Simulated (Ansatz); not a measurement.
**SbPbBrO$_{2}$ in the I4mm structure: from stress constants e to strain constants d, calculated with Ansatz**

Space group I4mm (No. 107), 5 atoms in the cell of the first input below: a = 6.941 Å, b = 6.941 Å, c = 6.941 Å, α = 147.61°, β = 147.61°, γ = 46.47°.

The structure comes from the Materials Project database of computed cells (whether it is a measured phase wasn't checked), relaxed without spin–orbit coupling to zero pressure (pressure 0.0 GPa with this functional, without spin–orbit coupling). Functional: PBEsol.

Input:

```yaml
crystal:
  lattice:
    - [-1.9361945034, 1.9361945034, 6.3783869421]
    - [1.9361945034, -1.9361945034, 6.3783869421]
    - [1.9361945034, 1.9361945034, -6.3783869421]
  atoms:
    - { symbol: Br, position: [0.9982263411, 0.9982263411, 0.0] }
    - { symbol: O, position: [0.7546118661, 0.2546118661, 0.5] }
    - { symbol: O, position: [0.2546118661, 0.7546118661, 0.5] }
    - { symbol: Pb, position: [0.6383410414, 0.6383410414, 0.0] }
    - { symbol: Sb, position: [0.3300098854, 0.3300098854, 0.0] }
basis:
  ecutwfc: 420
  ecutrho_ratio: 4
kpoints:
  mp_grid: { grid: [10, 10, 10] }
hamiltonian:
  xc: pbesol
scf:
  occupations: { method: fixed }
output:
  forces: true
  stress: true
  eigenvalues: true
  polarization: {}
elastic:
  mode: relaxed_ion
  stencil: two_point
```

```bash
ansatz run input.yaml --threads 8 --pin off --max-ram 15360MiB --backend cpu --events-out ev --progress --plain --runs-dir out
```

Time: 9.4 min on 8 threads of Arm Neoverse V1 (shared host), peak memory 1.4 GiB.

Elastic constants with relaxed ions (GPa, engineering shears):

|  | xx | yy | zz | yz | xz | xy |
| --- | --- | --- | --- | --- | --- | --- |
| xx | 112.6 | 67.0 | 30.6 | 0.0 | 0.0 | 0.0 |
| yy | 67.0 | 112.6 | 30.6 | 0.0 | 0.0 | 0.0 |
| zz | 30.6 | 30.6 | 53.4 | 0.0 | 0.0 | 0.0 |
| yz | 0.0 | 0.0 | 0.0 | 24.7 | 0.0 | 0.0 |
| xz | 0.0 | 0.0 | 0.0 | 0.0 | 24.7 | 0.0 |
| xy | 0.0 | 0.0 | 0.0 | 0.0 | 0.0 | 64.4 |

Proper piezoelectric stress tensor e (C/m²):

|  | xx | yy | zz | yz | xz | xy |
| --- | --- | --- | --- | --- | --- | --- |
| x | 0.000 | 0.000 | 0.000 | 0.000 | -0.812 | 0.000 |
| y | 0.000 | 0.000 | 0.000 | -0.812 | 0.000 | 0.000 |
| z | -0.489 | -0.489 | -0.555 | 0.000 | 0.000 | 0.000 |

Signs follow the polarity of the cell as typed: the inverted crystal has all signs reversed.

Which piezoelectric strain constant d is largest in size (symmetry may tie others with it)?

d = e C⁻¹ gives d(x; xz) = -32.9 pC/N, tied by symmetry with others.

```json
{"": "x", "xx": "0.0", "yy": "0.0", "zz": "0.0", "yz": "0.0", "xz": "-32.9", "xy": "0.0"}
{"": "y", "xx": "0.0", "yy": "0.0", "zz": "0.0", "yz": "-32.9", "xz": "0.0", "xy": "0.0"}
{"": "z", "xx": "-1.2", "yy": "-1.2", "zz": "-9.0", "yz": "0.0", "xz": "0.0", "xy": "0.0"}
```

Caveats: no phonons were computed, so distortions that enlarge the cell are untested, and the real phase may be another, perhaps a centrosymmetric one without piezoelectricity; no spin-orbit coupling, which matters for these elements.

The largest strain response is to shear, because a sizeable stress coefficient meets the softest elastic constant: e(x; xz) is -0.812 C/m², against a shear stiffness of only 24.7 GPa. The structure suggests why. Pb and Sb sit on opposite faces of each oxide sheet, and bromide layers separate these slabs, so xz shear can probably be taken up largely by slabs sliding across the weaker, mainly ionic Pb/Sb–Br contacts. In-plane deformation instead strains the stiffer metal–oxygen network.

The small d(z; xx) doesn't mean weak in-plane coupling, since e(z; xx) is close to e(z; zz). In-plane stress also contracts the crystal along z, and because both coefficients have the same sign, the two contributions to the polarization largely cancel.

The polarity itself comes from the ordering of Pb and Sb on the two faces. Their lone pairs may add to the response, but the relaxed-ion totals don't separate electronic from internal-displacement contributions, so that role remains untested.
